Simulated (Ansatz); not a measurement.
# Au: pressure as volume scale varies

Periodic Kohn-Sham DFT of a crystal at fixed atoms, scaled to volume_scale times the given cell; pressure positive in compression, energy less spherical unpolarised free atoms, largest_vzz the field gradient of largest size among the nuclei. The results are calculated, by Ansatz 0.2.0.

The cell before it is scaled or strained (space group P6_3/mmc, No. 194):
```
cell vectors (Å)
   2.9000     0.0000     0.0000
  -1.4500     2.5115     0.0000
   0.0000     0.0000     4.8800
atoms (fractions of the cell vectors)
Au  0.33333  0.66667  0.75000
Au  0.66667  0.33333  0.25000
```

Settings of every row: method frozen-core PAW; functional PBEsol; relativity scalar; k mesh 14x14x8; filling fermi-dirac; smearing width 0.03 eV; wave cutoff 420 eV; paw set soft_2.

Atom start moment: 0 on all atoms.

Limits: PAW files made with PBE; field gradient without spin-orbit coupling on heavy atoms; no gap: field gradients move with the k mesh; no spin-orbit coupling on heavy atoms.

| row | volume scale | V (Å³/atom) | pressure (GPa) | largest V_zz (1e21 V/m^2) |
| --- | --- | --- | --- | --- |
| 1 | 0.94 | 16.705 | 3.523 | 1.742 |
| 2 | 0.9405 | 16.714 | 3.421 | 1.741 |
| 3 | 0.96 | 17.061 | -0.278 | 1.559 |
| 4 | 0.97 | 17.238 | -1.987 | 1.467 |
| 5 | 0.98 | 17.416 | -3.571 | 1.372 |
| 6 | 0.99 | 17.594 | -5.031 | 1.259 |
| 7 | 1 | 17.771 | -6.375 | 1.135 |
| 8 | 1.01 | 17.949 | -7.624 | 1.009 |
| 9 | 1.02 | 18.127 | ? | ? |
| 10 | 1.03 | 18.305 | -9.908 | 0.825 |
| 11 | 1.04 | 18.482 | -10.941 | 0.752 |

Question: what pressure should row 9 give?

Worked fit of pressure. Take u = (V_r/V)^(2/3) − 1 with V_r = 17.505 Å³ an atom, which is twice the finite (Eulerian) strain; such expansions in the strain, on which the Birch-Murnaghan equation of state is built, carry the rest volume and the bulk modulus. The shown rows have u = 0.03168, 0.03131, 0.01728, 0.0103, 0.0034, -0.00338, -0.01, -0.01656, -0.02935, -0.03556. Least squares give pressure = −4.305 + 215.511 × u + 913.79 × u² + 2733 × u³ GPa; a parabola predicts inner rows, each left out in turn, worse (root mean square 0.026 against 0.013 GPa). The rows lie off it by -0.003, -0.001, 0.016, -0.002, -0.009, -0.008, -0.004, 0.012, 0.004, -0.005 (root mean square 0.0078 GPa). The pressure vanishes at u = 0.0185, or V = 17.03 Å³ an atom, and there the bulk modulus at fixed shape and fractions is B = −V dP/dV = (2/3)(1 + u) dP/du = 171 GPa. Letting shape and atoms relax would as a rule lower it, by much in layered, chain or molecular crystals. The withheld row has u = -0.02301, so the fit gives −4.305 + 215.511 × (-0.02301) + 913.79 × (-0.02301)² + 2733 × (-0.02301)³ = -8.813 GPa.

The calculation gave -8.801 GPa. The fit lies 0.012 GPa (0.083 % of the column's range) below it; its largest miss of a shown row is 0.016 GPa.

The other values of row 9: largest V_zz 0.91 1e21 V/m^2.
